# Crossover from $E^{3/2}$ to $E^2$ in the electron–electron scattering rate of disordered Cu$_3$Au

## Problem

Treat bulk, chemically disordered Cu$_3$Au (fcc, four atoms per cube) at $T=0$ as a free-electron metal with one electron per atom, mass $m_e$, and point-like scatterers. Typical inputs: cube edge $a=0.375$ nm, residual resistivity $\rho=10\ \mu\Omega\,$cm. Conventions: $\nu$ is the density of states per volume for both spins. An electron at energy $E$ above $E_F$ decays by losing $\varepsilon=\hbar\omega$ to an electron–hole pair, and the kernel $K$ is defined by
$$\frac1{\tau_{ee}(E)}=\int_0^E \varepsilon\,K(\varepsilon)\,d\varepsilon .$$
Keep the direct, RPA-screened Coulomb interaction only.

(a) Find $k_F$, $E_F$, $v_F$, $\nu$, $D$, $\ell$, $\tau$ and the Thomas–Fermi wave number $k_s$.

(b) Derive and evaluate the diffusive kernel and its rate.

(c) Derive the ballistic kernel, find the energy $E^*$ at which the two rates are equal, tabulate $\tau_{ee}$ at 0.01, 0.1, 1 and 10 meV, and find the correction from $q\ell\sim1$.

(d) Repeat $E^*$ with an assumed background dielectric constant $\epsilon_d=6$ from the d bands.

(e) Estimate the neglected terms. Use an assumed triplet Landau parameter $F_0^a=-0.25$, a typical electron–phonon coupling $\lambda=0.15$, and $\Theta_D=343$ K of Cu (compiled value, Wikipedia).

## Solution

Intermediate values are carried unrounded.

### (a) Parameters

$n=4/a^3=75.9$ nm$^{-3}$, $k_F=(3\pi^2n)^{1/3}=13.1$ nm$^{-1}$, $E_F=6.53$ eV, $v_F=1.52\times10^{6}$ m/s, $\nu=3n/2E_F=17.4$ eV$^{-1}$nm$^{-3}$.

The Einstein relation gives $D=1/(e^2\nu\rho)=35.8$ cm$^2$/s, so $\hbar D=2.36$ eV nm$^2$, $\ell=3D/v_F=7.09$ nm, $\tau=\ell/v_F=4.68$ fs, $\hbar/\tau=0.141$ eV and $k_F\ell=93$.

Screening: $k_s^2=e^2\nu/\epsilon_0$, so $k_s=17.8$ nm$^{-1}$ and $k_s\ell=126$.

### (b) Diffusive kernel

The electron feels the fluctuating potential of all the others. At $T=0$ its spectrum for energy loss is $S_V=2\hbar\,|\mathrm{Im}\,U(q,\omega)|$, where $U=U_0/(1+U_0\Pi)$ and $U_0=e^2/\epsilon_0q^2$. In volume $V$ the disorder-averaged matrix element between exact eigenstates of one spin, $\hbar\omega$ apart, is
$$\overline{|\langle\beta|e^{i\mathbf{q\cdot r}}|\alpha\rangle|^2}=\frac{\mathrm{Re}\,\mathcal D(q,\omega)}{\pi\hbar(\nu/2)V},\qquad \mathcal D=\frac1{Dq^2-i\omega},$$
whose sum over final states is 1. The golden rule, a rate $\hbar^{-2}V^{-1}\sum_q|M|^2S_V$ into each of the $(\nu/2)V\,d\varepsilon$ final states, together with $|\mathrm{Im}\,U|=|U|^2\,\mathrm{Im}\,\Pi$ and $\mathrm{Im}\,\Pi=\nu\omega\,\mathrm{Re}\,\mathcal D$, gives
$$K(\varepsilon)=\frac{2\nu}{\pi\hbar^3}\int\!\frac{d^dq}{(2\pi)^d}\,|U|^2\,(\mathrm{Re}\,\mathcal D)^2. \tag{1}$$
For $q\ell\ll1$ and $\omega\tau\ll1$, $\Pi=\nu Dq^2/(Dq^2-i\omega)$. When $Dk_s^2\gg|Dq^2-i\omega|$, $U\to1/\Pi$, the charge $e$ drops out, and
$$K_d=\frac{2}{\pi\hbar^3\nu}\int\!\frac{d^dq}{(2\pi)^d}\frac1{D^2q^4+\omega^2}\propto\varepsilon^{d/2-2}.$$
The rate is then of order $\Delta(E/E_{Th})^{d/2}/\hbar$, with $\Delta=1/\nu V$ and $E_{Th}=\hbar D/L^2$ for size $L$. For a wire of cross-section $S$ ($\nu\to\nu S$), $\int_{-\infty}^\infty dx/(1+x^4)=\pi/\sqrt2$ gives $K_d=\kappa\,\varepsilon^{-3/2}$ with $\kappa=1/(\sqrt{2D}\,\pi\hbar^{3/2}\nu S)$. In a dot with $E<E_{Th}$ the integral becomes a sum over discrete $q\neq0$ in which $\omega$ is negligible; $K$ is constant and $\hbar/\tau_{ee}\sim\Delta(E/E_{Th})^2$.

In bulk, $\int_0^\infty x^2dx/(1+x^4)=\pi/2\sqrt2$ gives
$$K_d=\frac{\varepsilon^{-1/2}}{2\sqrt2\,\pi^2\hbar\nu(\hbar D)^{3/2}},\qquad \frac{\hbar}{\tau_d}=\frac{E^{3/2}}{3\sqrt2\,\pi^2\nu(\hbar D)^{3/2}}=0.0239\,\Delta\left(\frac{E}{E_{Th}}\right)^{3/2},$$
where $L$ cancels for a cube. This is the $E^{3/2}$ law of Schmid (1974). Numerically, with energies in meV,
$$K_d=0.0273\ \mathrm{ns^{-1}meV^{-3/2}}\,\varepsilon^{-1/2},\qquad 1/\tau_d=18.2\ \mu\mathrm{s^{-1}}\,(E/\mathrm{meV})^{3/2}.$$

### (c) Ballistic kernel and crossover

For $q\ell\gg1$, $\mathrm{Re}\,\mathcal D\to\pi\langle\delta(\omega-\mathbf{v\cdot q})\rangle=\pi/2v_Fq$ up to $q=2k_F$, and $U=u/\nu$ is static, with $u=k_s^2/(q^2+k_s^2)$ in the Thomas–Fermi approximation. Equation (1) gives a constant:
$$K_c=\frac{I}{4\pi\hbar^3\nu v_F^2},\qquad I=\int_0^{2k_F}\!u^2dq=\frac{k_s}{2}\left[\arctan y+\frac{y}{1+y^2}\right],\quad y=\frac{2k_F}{k_s},$$
$$\frac{\hbar}{\tau_c}=\frac{\hbar K_cE^2}{2}=\frac{\pi I}{16\,k_F}\frac{E^2}{E_F}.$$
For $y\to\infty$, $I\to\pi k_s/4$ and this is the result of Quinn and Ferrell (1958), $1/\tau_c=(\sqrt3\pi^2/128)\,\omega_p(E/E_F)^2$ with $\omega_p=k_sv_F/\sqrt3$. Unlike $K_d$, it depends on $e^2$ through $k_s$.

Here $y=1.48$, $I=12.8$ nm$^{-1}$, $I\ell=90.6$, and
$$K_c=0.0891\ \mathrm{ns^{-1}meV^{-2}},\qquad 1/\tau_c=44.5\ \mu\mathrm{s^{-1}}\,(E/\mathrm{meV})^2 .$$
The two terms come from separate ranges of $q$ in (1), $q\sim\sqrt{\omega/D}$ and $q\sim k_s$, so they add. Setting $\tau_d=\tau_c$ and using $D=v_F\ell/3$,
$$E^*=\frac{96}{\pi^2}\,\frac{\hbar/\tau}{(I\ell)^2}=0.167\ \text{meV},\qquad E^*/k_B=1.9\ \text{K}.$$
At $E^*$ the total rate is $2.5\ \mu$s$^{-1}$, so $\tau_{ee}=0.40\ \mu$s and $\hbar/\tau_{ee}=1.6$ neV. The crossover lies far below $\hbar/\tau$: the short-wavelength collisions overtake the diffusive ones while the motion is still diffusive. The local exponent is $p=d\ln\tau_{ee}^{-1}/d\ln E=\tfrac32+\tfrac12\,[1+\sqrt{E^*/E}]^{-1}$.

| $E$ (meV) | $1/\tau_d$ ($\mu$s$^{-1}$) | $1/\tau_c$ ($\mu$s$^{-1}$) | $\tau_{ee}$ | $p$ |
|---|---|---|---|---|
| 0.01 | 0.0182 | 0.00445 | 44.2 $\mu$s | 1.60 |
| 0.1 | 0.575 | 0.445 | 0.980 $\mu$s | 1.72 |
| 1 | 18.2 | 44.5 | 15.9 ns | 1.86 |
| 10 | 575 | $4.45\times10^3$ | 0.199 ns | 1.94 |

The third figures belong to the two-term formula only.

Validity at $E^*$: $E^*\tau/\hbar=1.2\times10^{-3}$ sets the relative size of corrections to $K_d$. The diffusion length is $L_E=\sqrt{\hbar D/E^*}=119$ nm, so $k_sL_E=2.1\times10^3$ and the $e^2$-independent limit is safe. "Bulk" means every dimension well above $L_E$; a wire narrower than this follows the $\varepsilon^{-3/2}$ kernel.

*Region $q\ell\sim1$.* For point scatterers the impurity ladder gives, at $\omega\to0$, $\mathcal D=\tau s/(1-s)$ with $s=\arctan x/x$, $x=q\ell$. This tends to $1/Dq^2$ and to $\pi/2v_Fq$ in the two limits. Subtracting the part already counted in $K_d$, the constant kernel is $J/(\pi^3\hbar^3\nu v_F^2\ell)$ with
$$J=\int_0^{X}\left[\frac{u^2\arctan^2x}{(1-s)^2}-\frac9{x^2}\right]dx-\frac9X,\qquad X=2k_F\ell=186 .$$
Quadrature gives $J=242$, against $\pi^2I\ell/4=224$ for the ballistic form. The $E^2$ coefficient rises by 8 %, and since $E^*\propto K_c^{-2}$, the free-electron model gives $E^*\approx0.14$ meV.

### (d) d-band screening

A background $\epsilon_d$ replaces $e^2$ by $e^2/\epsilon_d$. $K_d$ is unchanged. In $K_c$, $k_s\to7.25$ nm$^{-1}$, $y=3.61$ and $I=5.64$ nm$^{-1}$, so the $E^2$ rate falls by a factor 2.26 and the two-term crossover moves up by 5.1, to $E^*=0.85$ meV.

### (e) Neglected terms

*Exchange in $K_c$.* At Born order a parallel-spin pair scatters with weight $\tfrac12|U(q)-U(q')|^2$, where $q'$ is the transfer with the final states interchanged. The phase space is symmetric under that interchange, so the average is $\langle U^2\rangle-\langle UU'\rangle$, with $0\le\langle UU'\rangle\le\langle U^2\rangle$. Antiparallel pairs keep $\langle U^2\rangle$. Exchange therefore lowers $K_c$ by at most one half and raises $E^*$ by at most a factor 4.

*Triplet channel in $K_d$.* Three spin-density modes add a term of relative order $3(F_0^a)^2\approx0.19$. Spin–orbit scattering on Au damps these modes; with $\hbar/\tau_{so}$ typically several meV or more in such an alloy, their $\varepsilon^{-1/2}$ growth is cut off above $E^*$ and the term is smaller still.

*Phonons.* These do not enter $K$ but compete in the lifetime. A Debye spectrum $\alpha^2F=\lambda(\varepsilon/k_B\Theta_D)^2$ gives $\hbar/\tau_{ep}=2\pi\int_0^E\alpha^2F\,d\varepsilon=2\pi\lambda E^3/3(k_B\Theta_D)^2$. With $k_B\Theta_D=29.6$ meV this is 1.7 neV at 0.167 meV, as large as the 1.6 neV from electrons. It is an order-of-magnitude estimate: the Cu value stands in for the softer alloy, and disorder alters the coupling to phonons whose wavelength exceeds $\ell$. Above $E^*$ phonon emission soon dominates the lifetime, so the $E^2$ side of the crossover is masked, while the $E^{3/2}$ term governs well below $E^*$.

### Result

The free-electron model gives $1/\tau_{ee}=[18.2\,(E/\mathrm{meV})^{3/2}+44.5\,(E/\mathrm{meV})^2]\ \mu$s$^{-1}$ in two-term form, with $E^*=0.167$ meV, lowered to 0.14 meV by the region $q\ell\sim1$. These numbers are the model's. The $E^{3/2}$ coefficient needs only $\nu$ and $D$, but the $E^2$ coefficient is too large for a noble metal. Extrapolated to 1 eV it gives a lifetime of 22 fs, whereas lifetimes in Cu and Au there are typically two to four times longer. The value $\epsilon_d=6$ was chosen to reproduce that behaviour (51 fs). The crossover in the real alloy should accordingly lie some 4 to 16 times higher than the free-electron value, at an energy of order 1 meV.